**Question**

Adding an electron to H₂B–C(CH₃)=CHF gives a radical anion with ten bonds. Each of them has a bond critical point, where the electron density is lowest along the path between the two atoms and highest across it. In the bonds of carbon with carbon or hydrogen, the density there is a quarter to a third of an electron per cubic bohr. In the C–F and B–C bonds it is about a fifth.

The table gives four properties of these points. Density is the electron density itself, and the Laplacian is the sum of its three curvatures. Ellipticity tells how unequal the two crosswise curvatures are, with zero for a round bond. Energy density is kinetic plus potential energy per volume, and it is negative where the potential part wins, as in shared bonds.

PySCF 2.14.0, B3LYP/6-31+G(d) single point on the GFN2-xTB geometry of the gas-phase radical anion of H₂B–C(CH₃)=CHF (charge −1, doublet). The rows are QTAIM bond critical points, with properties in atomic units; the atom columns give the numbers of the two bonded atoms (1 B, 2–4 C, 5 F, 6–11 H).

| row | density (a.u.) | first atom | second atom | laplacian (a.u.) | ellipticity | energy density (a.u.) |
| --- | --- | --- | --- | --- | --- | --- |
| 1 | 0.314 | 2.000 | 4.000 | -0.875 | 0.283 | -0.333 |
| 2 | 0.284 | 4.000 | 11.000 | -1.020 | 0.098 | -0.292 |
| 3 | 0.273 | 3.000 | 10.000 | -0.906 | 0.005 | -0.268 |
| 4 | 0.267 | 3.000 | 8.000 | -0.863 | 0.005 | -0.258 |
| 5 | 0.267 | 3.000 | 9.000 | -0.860 | 0.005 | -0.258 |
| 6 | 0.247 | 2.000 | 3.000 | -0.568 | 0.013 | -0.200 |
| 7 | 0.207 | 4.000 | 5.000 | 0.111 | 0.206 | -0.268 |
| 8 | 0.191 | 1.000 | 2.000 | 0.205 | 0.073 | -0.181 |
| 9 | ? | ? | ? | ? | ? | ? |
| 10 | ? | ? | ? | ? | ? | ? |

Atom 1 is boron, atoms 2 to 4 are carbon, atom 5 is fluorine and the rest are hydrogen. Which bonds belong to rows 9 and 10? Forecast their four properties with error bars, and say whether a positive Laplacian rules out a shared bond.

**Model answer**

The eight known rows cover every bond except the two between boron and its hydrogens, atoms 6 and 7. The coordinates make both 1.20 Å long, so their densities should differ by at most 0.005 a.u.

The B–C bond in row 8 shows what boron does. Boron has a smaller nuclear charge than carbon and holds its valence electrons less tightly. Along the bond axis its partner draws density away, and the point of lowest density lies near the boron core, where little valence density is left. The run does place the B–C point only a third of the way from boron to carbon, but the cause is argued from theory.

To turn this into a number, B–C must be compared with a C–C bond of equal length. The two C–C bonds, rows 1 and 6, supply a rule for length: density falls exponentially, at ln(0.314/0.247)/0.124 Å ≈ 1.94 per Å. At the B–C length this rule gives 0.256 a.u. for a C–C bond. The B–C value is 0.191, so boron takes off about a quarter.

The same factor is now applied to a C–H bond. The three methyl C–H bonds average 0.269 a.u., and B–H is 0.109 Å longer. The extra length multiplies the density by exp(−1.94 × 0.109) ≈ 0.81 and boron multiplies it by 0.746, which gives 0.163 a.u.

The weak point is the decay rate. It comes from two C–C bonds of different order, so it mixes length with bond order, and its use for bonds to hydrogen is an assumption. Halving it, or raising it by half, moves the result by about 0.02 a.u. The boron factor has a weakness too. The run spreads the unpaired electron mainly over boron and atom 4, much as in an allyl radical, so the B–C bond has some double-bond character that B–H lacks. The error bar is a judgement that adds some room for the boron factor.

The other three forecasts are cruder. The energy density takes over the ratio of energy density to density found in B–C. The Laplacian takes the methyl C–H average and adds the change from the methyl C–C bond to B–C. The ellipticity is borrowed from row 2, the C–H bond at another three-coordinate centre.

For each of the two rows the forecasts are:

- density 0.163 ± 0.025 a.u.
- energy density −0.154 ± 0.035 a.u.
- Laplacian −0.10 ± 0.35 a.u., far less negative than in C–H, with the sign left open
- ellipticity about 0.10, between 0.02 and 0.25

As to the last question, rows 7 and 8 have positive Laplacians and clearly negative energy densities. This pairing can occur in polar covalent bonds, so a positive Laplacian alone does not rule out sharing.

The withheld rows as computed:

| row | density (a.u.) | first atom | second atom | laplacian (a.u.) | ellipticity | energy density (a.u.) |
| --- | --- | --- | --- | --- | --- | --- |
| 9 | 0.165 | 1.000 | 7.000 | -0.210 | 0.080 | -0.171 |
| 10 | 0.164 | 1.000 | 6.000 | -0.207 | 0.072 | -0.170 |

**Remarks on the reasoning**

The two bonds are B–H, and their densities lie within 2% of the forecast, relative to the computed values. With the assumed decay rate, boron lowers the density by about a quarter whether its partner is carbon or hydrogen. The closeness is partly luck, since other plausible rates would have missed by a tenth or more. The rows also run in order of falling density, so a value no higher than that of row 8 was known beforehand and earns no credit.

The energy density falls within its range, but the forecast is about 10% too weak. The reason can be read from the ratio of energy density to density. On carbon, this ratio goes from −0.81 in the methyl C–C bond to about −0.97 in the methyl C–H bonds. On boron it also becomes more negative when hydrogen replaces carbon, and a ratio borrowed from B–C leaves that change out. This is no general rule, however. At atom 4 the ratio runs the other way, from −1.06 in the short C–C bond to −1.03 in C–H, so the methyl bonds alone could not have told the direction for boron, whose bond to carbon also has some double-bond character.

The Laplacian is the instructive case. Simple exchange of carbon for boron gave −0.10 a.u., and the computed values are about −0.21. Correcting this estimate for bond length, again with a slope taken from the two C–C bonds, would have given +0.21, which has the wrong sign. A length rule that served for the density thus failed for its curvature. The miss of the simple estimate took up only about a third of the error bar, which was set wide because the two estimates differ in sign.

Theory offers a reason why the Laplacian is so hard to transfer. It is a balance between negative curvatures across the bond and a positive one along it. Close to the boron core the curvature along the bond changes quickly, so a small shift of the bond point can tip the balance. The run shows such a shift: the bond point lies about 0.49 Å from boron in B–C and 0.53 Å in B–H. The curvature along the bond falls from about 0.9 to 0.4 a.u., while the two across it change far less, so the curvature along the bond decides the sign. How much of its fall comes from the shift, and how much from the change of partner, is not separated here.

The outcome sharpens the answer on bond type. By the sign of the Laplacian, B–C and B–H would fall into different classes. By the energy density both are shared, at −0.181 a.u. for B–C and about −0.17 for B–H. The second reading agrees better with the chemistry of two polar covalent bonds on the same boron atom.

The ellipticities, 0.080 and 0.072, lie within a range so wide that they test little. The two densities differ by only 0.001 a.u., as the equal lengths suggested.

Forecast and answer share one calculation, with a modest basis, bond lengths from a tight-binding geometry and a highest occupied orbital that is unbound, so the distribution of the extra electron may depend on the basis. The agreement therefore tests how well properties carry over from bond to bond within this ion, and says nothing about the accuracy of the densities themselves. The output below lists the bond lengths, the forecasts and their misses; no B–H result entered the model. The two B–H lengths are printed in interchanged order there, which has no effect on the forecasts, as only their mean is used and they are equal within the rounding of the coordinates.

The analysis program printed:

```
Bond points with lengths:
  row  first atom  second atom  length (angstrom)  density (a.u.)  Laplacian (a.u.)  energy density per density (a.u.)  ellipticity
    1           2            4              1.389           0.314            -0.875                             -1.061        0.283
    2           4           11              1.075           0.284             -1.02                             -1.028        0.098
    3           3           10              1.098           0.273            -0.906                            -0.9817        0.005
    4           3            8              1.094           0.267            -0.863                            -0.9663        0.005
    5           3            9              1.089           0.267             -0.86                            -0.9663        0.005
    6           2            3              1.513           0.247            -0.568                            -0.8097        0.013
    7           4            5              1.409           0.207             0.111                             -1.295        0.206
    8           1            2              1.494           0.191             0.205                            -0.9476        0.073
    9           1            7              1.202           0.165             -0.21                             -1.036         0.08
   10           1            6              1.203           0.164            -0.207                             -1.037        0.072
Decay rate of density between the two C-C bonds (per angstrom): 1.938
C-F density over C-C curve at the same length: 0.6855
B-C density over C-C curve at the same length (boron factor): 0.7461
Control, vinyl C-H density from methyl C-H and length, forecast less computed (a.u.): -0.005257
B-H density with boron factor but no length correction (a.u.): 0.2007
B-H density forecast with half the decay rate (a.u.): 0.1806
B-H density forecast with 1.5 times the decay rate (a.u.): 0.1462
B-H density forecast, judged error bar 0.025 (a.u.): 0.1625
B-H energy density forecast, judged error bar 0.035 (a.u.): -0.154
B-H Laplacian forecast, judged error bar 0.35 (a.u.): -0.1033
B-H Laplacian with a length correction, rival estimate (a.u.): 0.2124
B-H ellipticity forecast, judged range 0.02 to 0.25: 0.098
Density, forecast less computed, rows 9 and 10 (a.u.): 9 -0.002488, 10 -0.001488
Energy density, forecast less computed, rows 9 and 10 (a.u.): 9 0.017, 10 0.016
Laplacian, forecast less computed, rows 9 and 10 (a.u.): 9 0.1067, 10 0.1037
Ellipticity, forecast less computed, rows 9 and 10: 9 0.018, 10 0.026
Density of row 9 less row 10 (a.u.): 0.001
Boron factor that the computed B-H densities would need: 0.7552
```
